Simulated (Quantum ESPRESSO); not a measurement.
# Magnetic moment and magnetic energy of ferromagnetic FeGe (P6/mmm) under strain along z, with PBEsol

Stretching FeGe along z leaves the nearest iron neighbours where they were, 2.499 Å apart within the layer, and yet the iron moment changes strongly. I want to understand how a strain that does not touch the shortest Fe–Fe contact can do this. The question matters for films of layered kagome magnets, where a substrate or a load changes the layer spacing and the magnetism with it. I follow the net spin moment per Fe atom in the ferromagnetic state as the z length is scaled and x and y are held. The magnetic energy gain is counted from a run without spin polarisation, and the strain energy from the given cell. The measured order stacks the layers antiparallel, which a cell with one Fe layer cannot hold.

## Method

One system, FeGe (P6/mmm), 6 atom(s) a primitive cell, from cells of the Materials Project database (relaxed there by DFT; measured order: antiferro A-type (0,0,1/2) (arxiv:2203.11467)). Quantum ESPRESSO 7.5, plane waves with GBRV 1.5 PBEsol pseudopotentials, cutoff 544 eV, Fermi-Dirac smearing of 0.14 eV, k meshes whose coarsest spacing along a reciprocal vector is 0.18 to 0.20 1/Å over all runs (2π included). Functional: PBEsol, no Hubbard U; collinear spins, no spin-orbit coupling. Atoms stay at fixed fractions of the cell and the mesh divisions are held. In the given cell the shortest lattice vector along z is 4.116 Å long and the shortest in the xy plane 4.998 Å. At each point the moments on Fe are started parallel; a run without spin polarisation accompanies the points from 0.94 to 1.03. Runs that did not converge or carry a known fault are not listed. The same in all rows: shortest distance between magnetic atoms: 2.499 Å; metal or insulator in the run from the parallel start, judged by its smearing entropy or density of states at the Fermi energy (a gap under a few smearing widths counts as a metal): metal.

Notes on method and selection:

- Each state is what a run reaches from typed starting moments; only a few collinear orders were started, so the lowest found need not be the ground state. Spin-orbit coupling is left out of these energies, which are free energies at the smearing width. A magnetic atom is one that was given a starting moment.
- Site moments count the spin inside each program's own atomic sphere, so they depend somewhat on its radius and leave out the spin between the spheres.
- A cell is blank where the run behind it was not made, did not finish, lost its pattern of moments or is not comparable with the others.
- Quantum ESPRESSO sets the radius of an element's spheres to about 0.41 of its shortest distance to a neighbour, so it changes from cell to cell and the site moment with it.
- A measured moment is set beside the table only where the run ends ferromagnetic and the measured order is ferromagnetic too.
- Runs that did not converge, have known faults or may not be shown are not listed, and runs on Ansatz's PAW sets soft_1 and soft_2 are kept to separate tables.

Columns:

- strain along z: factor on the z length of the cell, x and y held.
- moment (μB): largest site spin moment reached from the parallel start.
- net moment (μB): net spin moment of that run per magnetic atom.
- magnetic energy gain (meV): energy of the run without spin polarisation less that of the parallel start, per magnetic atom (positive: magnetism is favoured).
- energy (meV per atom): free energy of the run from the parallel start less that in the given cell, per atom of any kind (the energy–volume or strain-energy curve, whose curvature gives an elastic modulus).

Input lines of one member:

```
&SYSTEM
  ecutwfc = 40
  ecutrho = 280
  nbnd = 61
  occupations = 'smearing'
  smearing = 'fd'
  degauss = 0.00999582
  nspin = 2
  starting_magnetization(1) = 0.175
  starting_magnetization(2) = 0
/
&ELECTRONS
  conv_thr = 1.2d-08
  mixing_beta = 0.3
/
K_POINTS automatic
8 8 8 0 0 0
```

Command (options for logging and memory left out): `pw.x -in pw.in`

## Computed values

| member | strain along z | moment (μB) | net moment (μB) | magnetic energy gain (meV) | energy (meV per atom) |
| --- | --- | --- | --- | --- | --- |
| 0.94 | 0.94 | 1.25 | 1.177 | 116.7 | −22.5 |
| 0.97 | 0.97 | 1.40 | 1.310 | 147.4 | −21.0 |
| 1 | 1.00 | 1.56 | 1.456 | 182.3 | 0.0 |
| 1.03 | 1.03 | ? | ? | ? | ? |
| 1.06 | 1.06 | 1.87 | 1.769 | – | 82.4 |

Cells marked ? are withheld until the estimate has been made.

## Mechanism

The net moment rises at every step shown, from 1.177 μB at 0.94 to 1.769 μB at 1.06. The slope grows slightly on the way: (1.310 − 1.177) / 3 = 0.044 μB per percent of strain at the compressed end, and (1.769 − 1.456) / 6 = 0.052 μB per percent on the stretched side.

The likely cause is the bonding between the Fe layer and the Ge atoms above and below it. Stretching lengthens those Fe–Ge contacts, weakens the mixing of Fe 3d with Ge p states and narrows the d bands. Moving electrons from minority to majority spin then costs less band energy, while the exchange energy won for a given moment hardly changes, so the moment grows. No column shows the band width itself.

The energy gain follows the moment closely. Between 0.94 and 1.00 it grows by a factor 182.3 / 116.7 = 1.56, and the square of the net moment by (1.456 / 1.177)² = 1.53. This is the energy of having moments at all. It says nothing about how strongly neighbouring layers couple, and so gives no ordering temperature.

Magnetism also acts back on the cell. Compression from 1.00 to 0.94 lowers the energy of the ferromagnetic state by 22.5 meV per atom. Half the atoms are Fe, so the lost magnetic gain amounts to (182.3 − 116.7) / 2 = 32.8 meV per atom, and without spin polarisation the same compression would lower the energy by 22.5 + 32.8 = 55.3 meV per atom. The moments therefore push the layers apart.

Even so, both compressed cells lie below the given one in energy. With x and y held, PBEsol prefers a shorter z length than the database cell has, and the moment that belongs to that shorter cell is smaller than 1.456 μB.

## A prediction

Plain estimates from the members shown:

- 1.03, straight-line interpolation between 1 and 1.06: w = (1.03 − 1.00) / (1.06 − 1.00) = 0.500, so 1.456 + 0.500 × (1.769 − 1.456) = 1.612 μB

The straight line between 1.00 and 1.06 gives 1.612 μB. It should lie slightly too high, because the slope of the moment increases with strain and a chord runs above a curve that bends upward. I therefore take a parabola through the three nearest members, 0.97, 1.00 and 1.06. At 1.03 it reduces to

1.456 + (1.769 − 1.310) / 3 = 1.609 μB.

The same kind of parabola can be tried on members that are shown. From 0.94, 0.97 and 1.06 it gives for the given cell

(8 × 1.310 + 1.769 − 3 × 1.177) / 6 = 1.453 μB,

against 1.456 in the table, a miss of 0.003. From 0.94, 1.00 and 1.06 it gives, for the member at 0.97, a net moment of

(3 × 1.177 + 6 × 1.456 − 1.769) / 8 = 1.312 μB,

against 1.310, a miss of 0.002.

I see no reason for a further shift. The runs are metallic throughout, the mesh divisions are held, and the member at 1.06 fits the same smooth curve as the compressed ones, so nothing points to a change of spin state on the stretched side. The two trial misses set the error at 0.003 μB. A sudden rearrangement of bands at the Fermi energy near 1.03 would be the way for this estimate to fail by more.

**Committed estimate, 1.03: net moment = 1.609 ± 0.003 μB.**

## How the estimate fared

| member | strain along z | moment (μB) | net moment (μB) | magnetic energy gain (meV) | energy (meV per atom) |
| --- | --- | --- | --- | --- | --- |
| 1.03 | 1.03 | 1.71 | 1.610 | 220.7 | 35.8 |

| member | estimate | net moment (μB) | computed | estimate − computed | miss in error bars |
| --- | --- | --- | --- | --- | --- |
| 1.03 | committed | 1.609 | 1.610 | −0.001 | 0.3 |
| 1.03 | interpolation | 1.612 | 1.610 | +0.002 |  |

The computed net moment is 1.610 μB against my 1.609, a miss of 0.3 error bars. The straight line gave 1.612 and did almost as well. So small a difference gives the parabola no real advantage, although the upward bend I relied on is there: the moment gains 0.133, 0.146, 0.154 and 0.159 μB in the four successive steps of 3%.

The new energy gain can be set against the proposed mechanism. Divided by the square of the net moment, the gain is 116.7 / 1.177² = 84.2 meV per μB² at 0.94, 147.4 / 1.310² = 85.9 at 0.97, 182.3 / 1.456² = 86.0 at 1.00 and 220.7 / 1.610² = 85.1 at 1.03. The ratio hardly changes, but part of that steadiness comes from the smearing. Broadened occupations carry an electronic entropy, which is much larger without spin polarisation than in the ferromagnet. It favours the non-magnetic side and makes every gain in the table too small as a plain energy of forming moments. If half of the entropy term is taken out of each run, the common way to estimate the limit of no smearing, the gains become clearly larger and the ratio falls steadily as the cell is stretched, with the moments kept as computed.

In the mechanism section I read the gain without allowing for this. Its growth with the z length survives the correction, and so does the conclusion that the moments push the layers apart. The narrowing of the d bands is not confirmed by either form of the ratio. In the simplest picture, where the band cost has a quadratic and a quartic term in the moment and both shrink with the band width, the gain per squared moment would rise together with the moment. How the band cost grows at large moments depends on the shape of the density of states, so the ratio does not rule the narrowing out either. It remains my explanation and not a finding.

## Departures from the trend

No member stands out in the moment. The largest departure from a straight line between the end members is at 1.00, where the line gives (1.177 + 1.769) / 2 = 1.473 μB and the run 1.456, and this belongs to the smooth bend of the whole series.

What does look odd is the strain energy of the given cell. Its slope there is (35.8 + 21.0) / 0.06 = 947 meV per atom for unit strain. With a volume of 0.866 × 4.998² × 4.116 / 6 = 14.8 Å³ per atom, and 160.2 GPa to 1 eV per Å³, this is 947 / 1000 / 14.8 × 160.2 = 10 GPa of stress pulling the cell shorter along z, a lot for a relaxed structure. The likeliest source is the change of method, since PBEsol usually gives shorter bonds than the PBE-type functionals common in structure databases. A different magnetic state in the original relaxation could add to it.

## Summary

Between 0.94 and 1.06 the net moment of ferromagnetic FeGe rises smoothly with the z length, and a member inside this range can be interpolated to a few thousandths of a μB. Around the given cell, 1% of stretch adds (1.610 − 1.310) / 6 = 0.050 μB per Fe, about 3% of the moment, provided x and y are held. A real film strained in its plane changes both lengths, so this number covers only part of its response.

The omission that outweighs the whole spread of 1.769 − 1.177 = 0.59 μB is the measured antiparallel stacking of the layers. It cancels the net moment, taking about 1.5 μB per Fe to zero, while each layer keeps its own moment. The magnetic energy gain, too, belongs to forming the moments, and its tabulated size holds only for the broad smearing used here; without smearing it would be clearly larger. How strain changes the preference between parallel and antiparallel layers would have to come from a cell doubled along z.

[Logs are printed without paths, hosts, clocks, repeated set-up lines and the standing remarks that a program may print on its own settings, such as how far it seeks lower states.]
